**Q:** I have a small molecule on the bench: a two-carbon chain with fluorine at one end and a carbon bearing three cyano groups at the other. Before I record a spectrum, I'd like to know roughly where its signals should fall. Can I do that with pencil and paper?

**A:** You can get a useful sketch, and we can hold it against calculated shifts for this molecule.

GIAO shifts of FCH₂CH₂C(CN)₃ relative to TMS, from PySCF 2.14.0 at the KT2/pcSseg-1 level in tetrahydrofuran, on GFN2-xTB geometries from tblite 0.8.0. The average runs over both conformers, with Boltzmann weights at 298.15 K from B3LYP-D3(BJ)/def2-SVP energies in the same solvent and GFN2-xTB free-energy terms. Each hydrogen has the number of its carbon.

| atom | nucleus | count | shift in conformer 1 (ppm) | shift in conformer 2 (ppm) | averaged shift (ppm) |
| --- | --- | --- | --- | --- | --- |
| 2 | 13C | 3 | 105.40 | 104.70 | 105.40 |
| 3 | 13C | 1 | 27.00 | 24.60 | 26.90 |
| 8 | 13C | 1 | 46.50 | 41.90 | 46.30 |
| 9 | 13C | 1 | 85.80 | 85.00 | 85.80 |
| 8 | 1H | 2 | 2.98 | 3.02 | 2.99 |
| 9 | 1H | 2 | 5.54 | 5.40 | 5.54 |

Atom 2 stands for the three nitrile carbons and atom 3 for the quaternary carbon that carries them. Atom 8 is the CH₂ group in the middle and atom 9 the CH₂F group. A positive shift means that the nucleus is less shielded than in the reference compound, and the larger the shift, the weaker the shielding.

**Q:** What should I picture before I start adding numbers?

**A:** For a saturated carbon, picture how strongly the atoms bonded to it pull its electrons away. Fluorine is very electronegative. It draws electron density out of the carbon's valence shell, and the carbon's shift rises steeply. One bond further along the chain, most of that pull has faded. So the first question for any carbon is whether fluorine sits on it, and if you move the fluorine, the large shift moves with it.

**Q:** Nitrogen is electronegative too. Why isn't the carbon with three cyano groups shifted just as far?

**A:** Because a cyano group is attached through its carbon, not through its nitrogen. As a whole it withdraws electrons strongly, yet it is known to raise the shift of the saturated carbon it sits on by only a few ppm, against tens of ppm for fluorine. Even three such groups don't make up for one fluorine. In the table the quaternary carbon comes at 26.9 ppm, the lowest of the carbons, and the CH₂F carbon at 85.8 ppm.

**Q:** How do I turn that into an estimate?

**A:** Start from propane, whose three carbons all lie near 16 ppm. Your quaternary, CH₂ and CH₂F carbons form the same chain, with one hydrogen replaced by fluorine and three by cyano groups. The analogy holds as long as each substituent acts as if the others were absent. For each carbon of this chain the shift in ppm is then

$$\delta_\mathrm{C} \approx 16 + 70\,a + 8\,b + 3\,c$$

Here $a$ counts the fluorines on the carbon itself and $b$ those on the chain carbons next to it. The number $c$ counts the cyano groups in all these places. Anything further away is ignored. For a different carbon skeleton, replace the 16 ppm by the shifts of its own parent hydrocarbon. Use the rule with at most one fluorine on a carbon, because a second one there adds much less than the first. The increments are rough, recalled values from simpler molecules, not fitted to the shifts in the table.

**Q:** Show me one from start to finish.

**A:** Take the CH₂F carbon. It carries one fluorine, so $a=1$. The next carbon is the CH₂ group, which bears neither fluorine nor cyano, so $b=c=0$. The estimate is $16+70=86$ ppm, and the calculation gives 85.8 ppm.

**Q:** That looks almost too good. Does the CH₂ carbon work as well?

**A:** No, and it is the more instructive case. It has no substituent of its own, but there is one fluorine on one side and three cyano groups on the other. That makes $16+8+3\times3=33$ ppm, while the calculation gives 46.3 ppm. The rule is 13 ppm too low.

My guess is that three cyano groups crowded on one carbon don't act as three separate ones. But the increments are rough, and the calculated shifts are unscaled and can themselves be several ppm off, so I can't say how much of the miss comes from the crowding.

**Q:** Could it be the shape of the molecule? The chain can twist.

**A:** Shape matters for this carbon, but it can't explain the whole miss. In conformer 1 the fluorine is gauche to the quaternary carbon, that is, turned about 70° from it. In conformer 2 it points the opposite way, and the CH₂ shift drops by 4.6 ppm. Even if every molecule took that second shape, the rule would still be 9 ppm too low.

The calculation puts 96 % of the molecules in conformer 1, so the averages nearly equal its shifts. A rule that only counts substituents can't see such a twist.

**Q:** What about groups two carbons away? Should I add increments for them too?

**A:** They usually lower the shift, by roughly 7 ppm for fluorine and 3 ppm for each cyano group. With them, the estimates for the quaternary and CH₂F carbons fall about 9 ppm below the calculation, where the short rule came within 2 ppm. The CH₂ carbon has no such distant group and stays 13 ppm too low.

This doesn't show that the distant effects are absent. The longer rule is too low by a similar amount for all three carbons, so a constant of about 10 ppm would repair most of the damage. With only this table to go by, though, you would have to take that constant from the very shifts you want to predict. The short rule is the handier one here, but its two close hits may rest on errors that cancel.

**Q:** What about the nitrile carbons and the protons?

**A:** They need starting values of their own. A nitrile carbon in a simple alkyl nitrile lies near 120 ppm, but here the calculation gives 105.4 ppm. The direction is familiar: in malononitrile, with two cyano groups on one carbon, the nitrile signal is already lower, at roughly 110 ppm. The picture of electron pull would suggest a rise instead, so keep it for the saturated carbons.

For protons, start at 1 ppm. Add 3.5 for fluorine on the same carbon and 0.5 for each fluorine or cyano group on the next one. The CH₂ protons come out at 3.0 ppm, as calculated. The CH₂F protons come out at 4.5 ppm, about 1 ppm too low. The rule gives them no share of the pull from the cyano groups further along the chain, which may be part of the reason. The calculated shift may also be too high.

**Q:** How far may I trust the rule, then?

**A:** For the three saturated carbons the typical (root-mean-square) miss is 8 ppm, against calculated shifts that span 59 ppm. With the nitrile carbons included it grows to 10 ppm. These are distances from a calculation, not from a measured spectrum, and the output below lists them row by row.

So the rule can tell you which carbon carries the fluorine. It is much weaker at telling the CH₂ carbon from the quaternary one. It does put them in the calculated order, but only $33-25=8$ ppm apart, which is about the size of its own typical miss. For that assignment, use an experiment that shows which carbons carry hydrogen.

The analysis program printed:

```
Short rule against the calculation in ppm:
  row  estimate  computed   miss  gauche_less_anti
    2       120     105.4   14.6               0.7
    3        25      26.9   -1.9               2.4
    8        33      46.3  -13.3               4.6
    9        86      85.8    0.2               0.8
    8         3      2.99   0.01             -0.04
    9       4.5      5.54  -1.04              0.14
Rms miss of the short rule for the three saturated carbons in ppm: 7.758
Rms miss of the short rule for all four carbons in ppm: 9.921
Rms miss of the short rule for the two proton signals in ppm: 0.7354
Range of the computed saturated carbon shifts in ppm: 58.9
Fuller rule with distant terms in ppm (saturated carbons only):
  row  estimate_or_0  miss_or_0
    2              0          0
    3             18       -8.9
    8             33      -13.3
    9             77       -8.8
    8              0          0
    9              0          0
Rms miss of the fuller rule for the three saturated carbons in ppm: 10.54
Mean miss of the fuller rule for the three saturated carbons in ppm: -10.33
Rms miss of the fuller rule once that mean is taken out in ppm: 2.098
Miss of the short rule for the CH2 carbon in the anti conformer in ppm: -8.9
Largest change of a shift from conformer 1 to the average in ppm: 0.2
```
